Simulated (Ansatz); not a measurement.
## A series in volume scale on Ga

Plane-wave DFT, scalar-relativistic PAW made under PBE with cores redone for the functional, no dispersion; the given relaxed cell is scaled uniformly, energy at zero smearing counts from the unscaled cell, pressure at the given Fermi-Dirac smearing is positive in compression. The results are calculated, by Ansatz 0.2.0.

The cell before it is scaled or strained (space group Cmce, No. 64):
```
cell vectors (Å)
   2.3453    -3.9234     0.0000
   2.3453     3.9234     0.0000
   0.0000     0.0000     4.6012
atoms (fractions of the cell vectors)
Ga  0.84383  0.15617  0.08233
Ga  0.65617  0.34383  0.58233
Ga  0.15617  0.84383  0.91767
Ga  0.34383  0.65617  0.41767
```

Settings of every row: spin polarised no; functional RPBE; wave cutoff 420 eV; smearing width 0.1 eV; k mesh 10x10x9.

Atom starting moment: 0 on all atoms.

Limits: bonds stretch with the cell, so the curve is stiffer than the relaxed crystal.

```
row  volume scale  V (Å³/atom)  pressure (GPa)  energy change per atom (meV)
  1          0.88       18.629             7.6                         51.76
  2          0.92       19.476            4.39                         20.61
  3          0.96       20.322            1.89                          4.47
  4          1.04       22.016           -1.54                          4.58
  5          1.08       22.863               ?                             ?
  6          1.12       23.709           -3.58                         33.14
```

Question: what pressure and energy change per atom should row 5 give?

Worked fit of pressure. Take u = (V_r/V)^(2/3) − 1 with V_r = 20.322 Å³ an atom, which is twice the finite (Eulerian) strain; such expansions in the strain, on which the Birch-Murnaghan equation of state is built, carry the rest volume and the bulk modulus. The shown rows have u = 0.0597, 0.02875, 0, -0.05198, -0.09766. Least squares give pressure = 1.911 + 80.15 × u + 247 × u² GPa; a straight line predicts inner rows, each left out in turn, worse (root mean square 0.7 against 0.061 GPa). The rows lie off it by 0.02, -0.03, -0.02, 0.05, -0.02 (root mean square 0.03 GPa). The withheld row has u = -0.07554, so the fit gives 1.911 + 80.15 × (-0.07554) + 247 × (-0.07554)² = -2.73 GPa.

The calculation gave -2.69 GPa. The fit lies 0.04 GPa (1.5 % of the value, 0.36 % of the column's range) below it; its largest miss of a shown row is 0.05 GPa.

Worked fit of energy change per atom. Take u = (V_r/V)^(2/3) − 1 with V_r = 20.322 Å³ an atom, which is twice the finite (Eulerian) strain; such expansions in the strain, on which the Birch-Murnaghan equation of state is built, carry the rest volume and the bulk modulus. The shown rows have u = 0.0597, 0.02875, 0, -0.05198, -0.09766. Least squares give energy change per atom = 4.773 + 372.95 × u + 6826.1 × u² meV; a straight line predicts inner rows, each left out in turn, worse (root mean square 19 against 0.97 meV). The rows lie off it by 0.39, -0.53, -0.30, 0.75, -0.31 (root mean square 0.49 meV). The withheld row has u = -0.07554, so the fit gives 4.773 + 372.95 × (-0.07554) + 6826.1 × (-0.07554)² = 15.55 meV.

The calculation gave 16.16 meV. The fit lies 0.61 meV (3.8 % of the value, 1.3 % of the column's range) below it; its largest miss of a shown row is 0.75 meV.
